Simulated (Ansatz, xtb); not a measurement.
# C2H6ClFGe: which of two isomers lies lower

Structure a: `[CH3][Ge]([CH3])([F])[Cl]`, a singlet. Structure b: `C[CH2][Ge@H]([F])[Cl]`, a singlet. Both are isolated molecules in the gas phase, relaxed with B3LYP-D3(BJ)/def2-SVP; the shapes shown needn't be the lowest conformers.

a (Å):

```xyz
11

C     1.9067   -1.0000    2.2629
C    -0.6052    0.2471    0.4518
Cl    1.8381    2.2710    1.5332
F    -0.2231    0.7646    3.3550
Ge    0.6838    0.4609    1.8880
H     1.3383   -1.9067    2.5186
H     2.5541   -0.7265    3.1078
H     2.5320   -1.1990    1.3803
H    -1.2472   -0.6237    0.6524
H    -1.2283    1.1499    0.3831
H    -0.0793    0.0997   -0.5028
```

b (Å):

```yaml
atoms:
  - { symbol: C, position_ang: [-0.1647, -0.3240, 2.4899] }
  - { symbol: C, position_ang: [0.7932, -0.2397, 1.2989] }
  - { symbol: Cl, position_ang: [2.8806, 1.6740, 3.0860] }
  - { symbol: F, position_ang: [2.9764, 1.3167, -0.0394] }
  - { symbol: Ge, position_ang: [1.7804, 1.4398, 1.2278] }
  - { symbol: H, position_ang: [0.3758, -0.2088, 3.4420] }
  - { symbol: H, position_ang: [-0.6824, -1.2959, 2.5112] }
  - { symbol: H, position_ang: [-0.9387, 0.4598, 2.4489] }
  - { symbol: H, position_ang: [1.5531, -1.0368, 1.3335] }
  - { symbol: H, position_ang: [0.2621, -0.3421, 0.3377] }
  - { symbol: H, position_ang: [1.0027, 2.7401, 0.9650] }
```

Problem. Estimate which is lower in electronic energy at CCSD(T)/def2-SVP + ΔMP2/def2-TZVPP, and by roughly how much.

Solution. The CCSD(T)/def2-SVP + ΔMP2/def2-TZVPP calculation puts structure a lower, by 13.5 kcal/mol.

The same difference at several levels:

| level | geometry | E(b) − E(a) (kcal/mol) | departure from the last row (kcal/mol) | job, with rough time for the two |
| --- | --- | --- | --- | --- |
| GFN2-xTB | GFN2-xTB | +0.3 | −13.3 | optimisation, 0.14 s |
| HF/STO-3G | GFN2-xTB | +12.4 | −1.1 | single point, 0.6 s |
| r2SCAN-D4/def2-SVP | GFN2-xTB | +12.0 | −1.6 | single point, 5 s |
| B3LYP-D3(BJ)/def2-SVP | B3LYP-D3(BJ)/def2-SVP | +10.9 | −2.6 | optimisation, 63 s |
| HF/def2-SVP | B3LYP-D3(BJ)/def2-SVP | +11.3 | −2.3 | part of the CCSD(T) run |
| MP2/def2-SVP | B3LYP-D3(BJ)/def2-SVP | +11.0 | −2.5 | part of the CCSD(T) run |
| CCSD(T)/def2-SVP | B3LYP-D3(BJ)/def2-SVP | +10.2 | −3.4 | single point |
| CCSD(T)/def2-SVP + ΔMP2/def2-TZVPP | B3LYP-D3(BJ)/def2-SVP | +13.5 |  | single point, 64 s |

As drawn, b has 1 C–C, 1 Ge–H in place of 1 C–Ge, 1 C–H.

GFN2-xTB finds them nearly level. The largest departure from CCSD(T)/def2-SVP + ΔMP2/def2-TZVPP is that of GFN2-xTB, 13.3 kcal/mol. The last row adds to CCSD(T) the change of the MP2 difference between the two basis sets, here +3.4 kcal/mol, a large step that makes the value less sure.

With harmonic frequencies from B3LYP-D3(BJ)/def2-SVP (ideal gas, rigid rotor, one conformer each, 298.15 K, 1 atm): on the last row, ΔE + ΔZPE = +13.8 kcal/mol. A mode under 50 cm⁻¹ makes harmonic enthalpies and free energies unreliable, so none is given.

The correlated steps freeze 17 core orbitals; the filled d shell of Ge is correlated, in a basis made for valence electrons. Mirror images aren't counted in ΔG. Codes used: Ansatz 0.2.0, xtb 6.7.1; the last row on 2 threads of Arm Neoverse V1 on a shared host.

The dimethyl isomer lies below the ethyl hydride at every level, though GFN2-xTB leaves almost no gap. The preference follows from the bonds exchanged. Moving a hydrogen from germanium to carbon gains much, because the diffuse germanium valence orbitals overlap less well with hydrogen 1s than carbon's do. Giving up a C–C bond for a Ge–C bond costs less, so the balance favours two methyl groups on germanium.

The near-degeneracy in GFN2-xTB probably reflects its parametrised balance between these bond types rather than its structures, since r2SCAN-D4 on the same geometries gives +12.0 kcal/mol. With def2-SVP, Hartree–Fock, MP2 and CCSD(T) lie close together, which suggests that electron correlation largely cancels between the isomers. The size of the gap therefore depends more on the basis than on the correlation treatment, and the closeness of HF/STO-3G to the final value is probably fortuitous. The energy ordering says nothing about the barrier to interconversion.
